**Problem.** A water droplet of radius $a=10\ \mu$m and approximate index $N=1.333$ is lit at $\lambda_0=0.589\ \mu$m. I use a scalar wave, time factor $e^{-i\omega t}$, with $\psi$ and $\partial_r\psi$ continuous. Find (a) the leading creeping-wave pole, (b) its exponential damping at backscatter, (c) the first dark glory ring, (d) for comparison, the energies where the leading Regge trajectory of $-Z/r$, $Z=1$, crosses $l=0,1,2$.

**Transform.** I start from $f=\frac{1}{2ik}\sum_l(2l+1)(S_l-1)P_l(\cos\theta)$. Since $P_l(\cos\theta)=(-1)^lP_l(-\cos\theta)$ and $\pi/\sin\pi\alpha$ has residue $(-1)^l$ at $\alpha=l$, the sum is a contour integral around the positive axis. If the large arc vanishes, I open it to $\mathrm{Re}\,\alpha=-\tfrac12$, crossing poles $\alpha_n$ of $S$, here simple with residues $r_n$:
$$f=\frac1{4k}\int_{-1/2-i\infty}^{-1/2+i\infty}\frac{(2\alpha+1)(S-1)P_\alpha(-\cos\theta)}{\sin\pi\alpha}d\alpha+\frac{i\pi}{2k}\sum_n\frac{(2\alpha_n+1)r_nP_{\alpha_n}(-\cos\theta)}{\sin\pi\alpha_n}.$$
With $\nu=\alpha+\tfrac12$ and $\mathrm{Im}\,\nu>0$,
$$\frac1{\sin\pi\alpha}=-2e^{i\pi\nu}\sum_{m\ge0}(-1)^me^{2\pi im\nu},$$
half a circuit of the surface plus $m$ full ones.

**(a)** Here $k=10.67\ \mu\mathrm m^{-1}$, $x=ka=106.7$, $y=Nx=142.2$. I expand $S$ in the number $p$ of internal chords and transform term by term. All terms share the denominator $H^{(1)\prime}_\nu(x)/H^{(1)}_\nu(x)-NH^{(2)\prime}_\nu(y)/H^{(2)}_\nu(y)$. For $\nu\approx x$ the second piece is $NH^{(2)\prime}/H^{(2)}\approx-iM$, $M=\sqrt{N^2-1}=0.8814$. The Airy form $H^{(1)}_\nu(x)\propto\mathrm{Ai}[e^{2\pi i/3}\gamma(\nu-x)]$, $1/\gamma=(x/2)^{1/3}=3.764$, vanishes at $\nu_0=x+e^{i\pi/3}x_1/\gamma$, where $-x_1=-2.338$ is the first zero of Ai. Near it the first piece is $-1/(\nu-\nu_0)$, so
$$\nu_1\approx x+e^{i\pi/3}x_1/\gamma-i/M=106.7+(4.40+7.62i)-1.13i\approx111.1+6.5i.$$
The largest dropped terms are fractions of $\gamma^2x_1/M^3=0.24$. The amplitude decays along the surface over $a/\mathrm{Im}\,\nu_1=1.5\ \mu$m.

**(b)** For $p=0$ the factor $|e^{i\pi\nu_1}|=e^{-20}$ kills the wave. Term $p$ carries $[H^{(1)}_\nu(y)/H^{(2)}_\nu(y)]^p\propto e^{2ip\phi}$, with $\phi=\sqrt{y^2-\nu^2}-\nu\arccos(\nu/y)$ and $\phi'=-\arccos(\nu/y)$. Each chord thus removes an angle $2\arccos(\nu/y)$ from the damped path. The ray picture sets $\nu=x$, so each chord spans $82.8^\circ$, and for $p=2$ the gap is $\zeta=\pi-4\arccos(1/N)=0.252$ rad $=14.4^\circ$, giving an exponent $\zeta\,\mathrm{Im}\,\nu_1=1.6$. I distrust this, because the second-order term $p\,\mathrm{Im}(\nu_1-x)^2/(xM)=1.2$ rivals it. Expanding about $\mathrm{Re}\,\nu_1$ instead, the quadratic term of $\phi$ is real, and
$$\zeta_{\rm eff}=\pi-4\arccos(111.1/142.2)=0.45\ \text{rad},$$
an arc of $4.5\ \mu$m, exponent $2.9$, amplitude factor about $0.06$. This is the exponential only. The pole in term $p$ has order $p+1$, and its prefactors, like the terms of higher $p$, are not estimated here.

**(c)** For small $\psi_b=\pi-\theta$, $P_{\nu-1/2}(\cos\psi_b)\approx J_0(\nu\psi_b)$, the focusing on the backward axis. The first minimum lies at $\psi_b\approx2.405/111.1=0.022$ rad $=1.2^\circ$. The triple pole brings $\nu$-derivatives of $J_0$, of relative size $\psi_b/\zeta_{\rm eff}\approx0.05$. Real light mixes $J_0$ and $J_2$ through its two polarisations, so this angle belongs to the scalar model.

**(d)** In atomic units with infinite nuclear mass, $S=\Gamma(\alpha+1-iZ/k)/\Gamma(\alpha+1+iZ/k)$, whose numerator has poles at
$$\alpha=-1-n_r+iZ/k,\qquad n_r=0,1,\dots$$
I confirm the sign with $u=r^{\alpha+1}e^{ikr}$, purely outgoing, which solves $u''+[k^2+2Z/r-\alpha(\alpha+1)/r^2]u=0$ exactly when $\alpha+1=iZ/k$. For $E>0$ all poles lie left of $-\tfrac12$ and add no pole term, and the Coulomb sum itself converges only as a distribution. For $E<0$, $k=i\kappa$ gives the real trajectory $\alpha=-1-n_r+Z/\sqrt{-2E}$, which equals $l$ at $E=-Z^2/2n^2$, $n=n_r+l+1$. For $n_r=0$, $Z=1$ the crossings are $-13.61$, $-3.40$ and $-1.51$ eV. There $\sin\pi\alpha=0$ makes $f$ singular, while the droplet pole stays $6.5$ above the axis and gives a damped wave.